## Question

Zinc selenide has been computed with methods that range from a classical force field to density functional theory. From method to method the volume of this one crystal varies by about a tenth, the bulk modulus by a factor of two, and the band gap from zero to about 4 eV. The bulk modulus is the pressure needed per relative loss of volume, so a large value means a stiff crystal.

Zinc-blende ZnSe (F-43m) by the methods named in the rows, without spin polarization or spin-orbit coupling. Band gaps are for the cell relaxed with r2SCAN, volumes are each method's own, and bulk moduli are taken at fixed cell shape. Plane-wave PBE uses a 420 eV cutoff and an 8×8×8 k mesh, its coarse-settings run 260 eV and 4×4×4.

```
               name                 kind  band gap (eV)  volume per atom (Å³)  bulk modulus (GPa)  atoms computed
    CdTeZnSeHgS0.sw          force field            n/a                22.773               65.20               2
PBE coarse-settings  low cutoff and mesh          1.313                   n/a                 n/a               2
                PM7       semi-empirical          0.000                   n/a                 n/a              64
    GFN1-xTB tblite        tight binding          0.000                25.346               43.20              64
                PBE            semilocal          1.294                23.539               56.70               2
    GFN2-xTB tblite        tight binding          4.214                25.431               33.70              64
                PM6       semi-empirical          2.523                   n/a                 n/a              64
            PBE SZV          small basis          1.838                24.825               56.90               2
    PBE sz-orbitals          small basis          1.236                   n/a                 n/a               2
             r2SCAN            semilocal          1.869                22.723               65.30               2
            GLLB-SC      model potential          2.290                   n/a                 n/a               2
           PBE DZVP          small basis          1.306                23.843               56.60               2
```

(a) Explain why the methods that give a clearly larger crystal than r2SCAN also give a softer one, and estimate from the r2SCAN row how much of the lower PBE modulus this accounts for.

(b) PBE SZV breaks the pattern. What does its small basis do to the crystal?

(c) Why does the band gap not follow volume or stiffness?

## Model answer

**(a) A larger crystal is a stretched crystal.** Atoms pushed together resist ever more steeply, and atoms drawn apart resist less. Most solids, zinc selenide among them, therefore become softer when they are stretched. A method that binds the atoms too weakly lets the crystal come to rest at a larger volume, where its resistance to compression is already lower.

To make this quantitative, suppose that two methods differ only by a constant pressure. Their curves of pressure against volume are then parallel, and at any given volume both have the same modulus. They differ in where the crystal comes to rest. The modulus $B$ of the second method is thus that of the first, read off at the second method's rest volume $V$.

The modulus of a solid rises nearly linearly with pressure, by $n$ GPa for each GPa, with $n$ roughly 4.5 for solids of this kind. Since $dP=-B\,dV/V$, it follows that $dB/B=-n\,dV/V$, and hence

$$B=B_0\left(\frac{V_0}{V}\right)^{n}.$$

Here $V_0$ and $B_0$ are the volume and modulus from r2SCAN. One percent more volume costs between 4 and 5 percent of the stiffness.

For PBE the estimate runs

$$B=65.3\ \text{GPa}\times\left(\frac{22.723}{23.539}\right)^{4.5}=65.3\ \text{GPa}\times0.853\approx 55.7\ \text{GPa}.$$

The PBE calculation gives 56.7 GPa, a value that played no part in the estimate. Within the uncertainty of the exponent, the larger volume thus accounts for the whole softness of PBE relative to r2SCAN.

The pressure tells the same story. Held in the r2SCAN cell, the PBE crystal pushes outwards with 2.2 GPa. Letting it expand until this pressure is gone should cost $4.5\times2.2\approx10$ GPa of stiffness, close to the difference between the two rows. GFN1-xTB pushes outwards almost three times as hard, and it ends up larger and softer still.

**(b) A stiff basis in a swollen crystal.** PBE SZV gives a volume 5.5% above that of PBE in plane waves. Stretching alone would lower the modulus to about 45 GPa, yet the calculation gives 56.9 GPa. Something besides the stretch must be adding stiffness.

The likely source is the minimal basis, whose orbitals have a fixed shape. When neighbours approach, real orbitals contract and deform to lower the energy, and fixed ones can't. The energy error should then grow as the crystal shrinks, which would push the atoms apart. If it also grows ever faster, it adds resistance to compression, as the modulus suggests. The larger DZVP basis lets the orbitals adapt, and most of the swelling disappears.

The modulus of PBE SZV therefore agrees with plane-wave PBE because two errors cancel. The volume exposes what the modulus hides.

**(c) The gap depends on an empty level.** Volume and modulus follow from the total energy, which is built from the filled states. The gap also needs the lowest empty state, which the energy curve hardly tests. The two xTB methods show how far the two can part: their volumes agree within half a percent, while one gap is zero and the other is 4.2 eV.

Among the density functionals the gap rises from 1.3 eV with PBE to 1.9 eV with r2SCAN and 2.3 eV with GLLB-SC. Every gap in the table was computed in the r2SCAN cell, so the volume that a method would choose for itself plays no part in this rise. Theory traces it to the treatment of exchange. PBE lacks the jump in potential that an added electron should feel, whereas r2SCAN, through the kinetic energy density of the orbitals, recovers part of it. GLLB-SC models the response of the exchange potential from the orbital energies and opens the gap further.

The measured gap is roughly 2.7 eV, so all three remain too small. Spin-orbit coupling, which is left out here, would lower them by about another 0.1 eV.

The zero gaps of PM7 and GFN1-xTB are failures of these calculations, since zinc selenide is a semiconductor. In both, the highest filled and the lowest empty level coincide. In GFN1-xTB, perhaps an s-like level that should be empty has dropped below the top of the filled p-like levels and left that set partly filled, but this is a guess. It fits PM7 less well, since Hartree-Fock exchange normally separates filled from empty levels even within such a set. A wrong filling could also affect the volume and modulus of GFN1-xTB, so these need caution too.

GFN2-xTB errs the other way, with a gap far above the measured one. The xTB methods are fitted to molecules, and their gaps for solids can be far off. The two minimal bases shift the PBE gap in opposite directions, up by 0.5 eV with SZV and down by 0.06 eV with the sz-orbitals. A minimal basis describes empty levels poorly, and the sign of the error depends on the orbitals chosen.

## Remarks on the reasoning

A good answer separates what the formula tests from what it assumes. The output below compares the stretched-crystal formula, anchored at r2SCAN, with the six other methods that have both a volume and a modulus. Without PBE SZV, set aside because its basis probably adds stiffness of its own, the typical miss is 3 to 4 GPa, on moduli between 34 and 65 GPa. An exponent of 4 or 5 does about as well, so these rows don't fix its value.

It would be a mistake to use the rule that relates stiffness to bond length across different semiconductors. It predicts a much weaker softening, and its root-mean-square miss over the same five methods is about 13 GPa. That rule compares different substances, each at rest with its own bonds, whereas here one substance is being stretched.

The formula fails where the pressure curves aren't parallel. GFN2-xTB is 22% softer than GFN1-xTB at almost the same volume, so its energy curve must have a different shape. Volume is a good first guide to stiffness, but it doesn't replace a calculation of the modulus.

Agreement in a single number deserves suspicion. The force field matches r2SCAN in volume and modulus, but such potentials are fitted to measured properties, so the match is no independent prediction. The gap of PBE SZV lies only about 0.03 eV below that of r2SCAN, yet with the better DZVP basis it falls back to the plane-wave PBE value. PM6 comes close to the measured gap, but it gives a Hartree-Fock orbital gap, a kind that is usually far too large, and its close relative PM7 gives zero.

For practical work, compare the volumes first. If a method swells the crystal by 2%, a modulus about 9% lower is the normal consequence of the stretch. A swollen crystal that stays stiff points to a further error, and the gap needs a check of its own.

Numerical output:

```
Volume and modulus against r2SCAN and gap against PBE:
                  row  volume excess %  modulus change %  modulus from stretched r2SCAN GPa  miss GPa  modulus from bond rule GPa  predicted pressure on r2SCAN cell GPa  gap minus PBE eV
      CdTeZnSeHgS0.sw             0.22           -0.1531                              64.66   -0.5427                       65.13                                  0.144               n/a
  PBE coarse-settings              n/a               n/a                                n/a       n/a                         n/a                                    n/a             0.019
                  PM7              n/a               n/a                                n/a       n/a                         n/a                                    n/a            -1.294
      GFN1-xTB tblite            11.54            -33.84                              39.94    -3.259                       57.49                                  6.095            -1.294
                  PBE            3.591            -13.17                              55.71   -0.9862                       62.67                                  2.168                 0
      GFN2-xTB tblite            11.92            -48.39                              39.34     5.644                       57.26                                  4.941              2.92
                  PM6              n/a               n/a                                n/a       n/a                         n/a                                    n/a             1.229
              PBE SZV            9.251            -12.86                              43.85    -13.05                        58.9                                  6.184             0.544
      PBE sz-orbitals              n/a               n/a                                n/a       n/a                         n/a                                    n/a            -0.058
               r2SCAN                0                 0                               65.3         0                        65.3                                      0             0.575
              GLLB-SC              n/a               n/a                                n/a       n/a                         n/a                                    n/a             0.996
             PBE DZVP            4.929            -13.32                              52.59    -4.012                       61.74                                   3.04             0.012
rms miss of stretched-crystal model, all six other rows, GPa: 6.192
rms miss of bond-length rule, all six other rows, GPa: 11.73
rms miss of stretched-crystal model without SZV, GPa: 3.459
rms miss of bond-length rule without SZV, GPa: 12.82
rms miss without SZV with exponent 4, GPa: 3.781
rms miss without SZV with exponent 5, GPa: 3.823
computed pressure of the force field on the r2SCAN cell, GPa: 0.1372
computed pressure of PBE on the r2SCAN cell, GPa: 2.201
computed pressure of GFN1 on the r2SCAN cell, GPa: 6.08
PBE modulus expected from r2SCAN modulus and PBE pressure, GPa: 55.4
GFN1 modulus expected from r2SCAN modulus and GFN1 pressure, GPa: 37.94
volume of SZV above plane-wave PBE, %: 5.463
modulus of plane-wave PBE stretched to the SZV volume, GPa: 44.63
volume of DZVP above plane-wave PBE, %: 1.291
modulus of GFN2 against GFN1, %: -21.99
volume of GFN2 against GFN1, %: 0.3354
gap of SZV minus gap of r2SCAN, eV: -0.031
```
